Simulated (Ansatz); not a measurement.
A series in volume scale on CoBi

All results are calculated (Ansatz 0.2.0). Periodic Kohn-Sham DFT of a crystal at fixed atoms, scaled to volume_scale times the given cell; pressure positive in compression, energy less spherical unpolarised free atoms, largest_vzz the field gradient of largest size among the nuclei.

The cell before it is scaled or strained (space group Fm-3m, No. 225):
```
CELL_PARAMETERS angstrom
0.00000 2.70030 2.70030
2.70030 0.00000 2.70030
2.70030 2.70030 0.00000
ATOMIC_POSITIONS crystal
Co 0.00000 0.00000 0.00000
Bi 0.50000 0.50000 0.50000
```

Settings of every row: method all-electron LAPW; functional PBE; relativity scalar; k mesh 13x13x13; filling fermi-dirac; smearing width 0.05 eV; basis error target 0.25 meV/atom; nucleus gaussian.

Atom:
| element | start moment (bohr magneton) |
| --- | --- |
| Co | 2 |
| Bi | 0 |

Limits: no spin-orbit coupling on heavy atoms; the cell comes from a prototype or a list of computed structures and needn't be the stable phase.

| row | volume scale | V (Å³/atom) | pressure (GPa) | energy less free atoms (eV/atom) | cell moment (bohr magneton) |
| --- | --- | --- | --- | --- | --- |
| 1 | 0.95 | 18.705 | 5.028 | -5.5094 | 0.434 |
| 2 | 0.975 | 19.197 | ? | ? | ? |
| 3 | 1 | 19.69 | 0.029 | -5.5241 | 0.557 |
| 4 | 1.025 | 20.182 | -1.906 | -5.5212 | 0.622 |
| 5 | 1.05 | 20.674 | -3.471 | -5.5128 | 0.71 |

Question: what pressure and energy less free atoms should row 2 give?

Worked fit of pressure. Take u = (V_r/V)^(2/3) − 1 with V_r = 19.936 Å³ an atom, which is twice the finite (Eulerian) strain; such expansions in the strain, on which the Birch-Murnaghan equation of state is built, carry the rest volume and the bulk modulus. The shown rows have u = 0.04341, 0.00831, -0.00814, -0.02394. Least squares give pressure = −0.9812 + 116.367 × u + 508.91 × u² GPa; a straight line predicts inner rows, each left out in turn, worse (root mean square 0.35 against 0.023 GPa). The rows lie off it by -0.001, 0.008, -0.011, 0.004 (root mean square 0.0071 GPa). The pressure vanishes at u = 0.0081, or V = 19.69 Å³ an atom, and there the bulk modulus at fixed shape and fractions is B = −V dP/dV = (2/3)(1 + u) dP/du = 83.8 GPa. The withheld row has u = 0.0255, so the fit gives −0.9812 + 116.367 × (0.0255) + 508.91 × (0.0255)² = 2.317 GPa.

The calculation gave 2.338 GPa. The fit lies 0.021 GPa (0.25 % of the column's range) below it; its largest miss of a shown row is 0.011 GPa.

Worked fit of energy less free atoms. Take u = (V_r/V)^(2/3) − 1 with V_r = 19.936 Å³ an atom, which is twice the finite (Eulerian) strain; such expansions in the strain, on which the Birch-Murnaghan equation of state is built, carry the rest volume and the bulk modulus. The shown rows have u = 0.04341, 0.00831, -0.00814, -0.02394. Least squares give energy less free atoms = −5.52341 − 0.1717 × u + 11.39 × u² eV/atom; a straight line predicts inner rows, each left out in turn, worse (root mean square 0.0079 against 0.00013 eV/atom). The rows lie off it by 0.0000, 0.0000, 0.0001, 0.0000. The withheld row has u = 0.0255, so the fit gives −5.52341 − 0.1717 × (0.0255) + 11.39 × (0.0255)² = -5.5204 eV/atom.

The calculation gave -5.5206 eV/atom. The fit lies 0.0002 eV/atom (1.4 % of the column's range) above it; its largest miss of a shown row is 0.0001 eV/atom.

The other values of row 2: cell moment 0.499 bohr magneton.
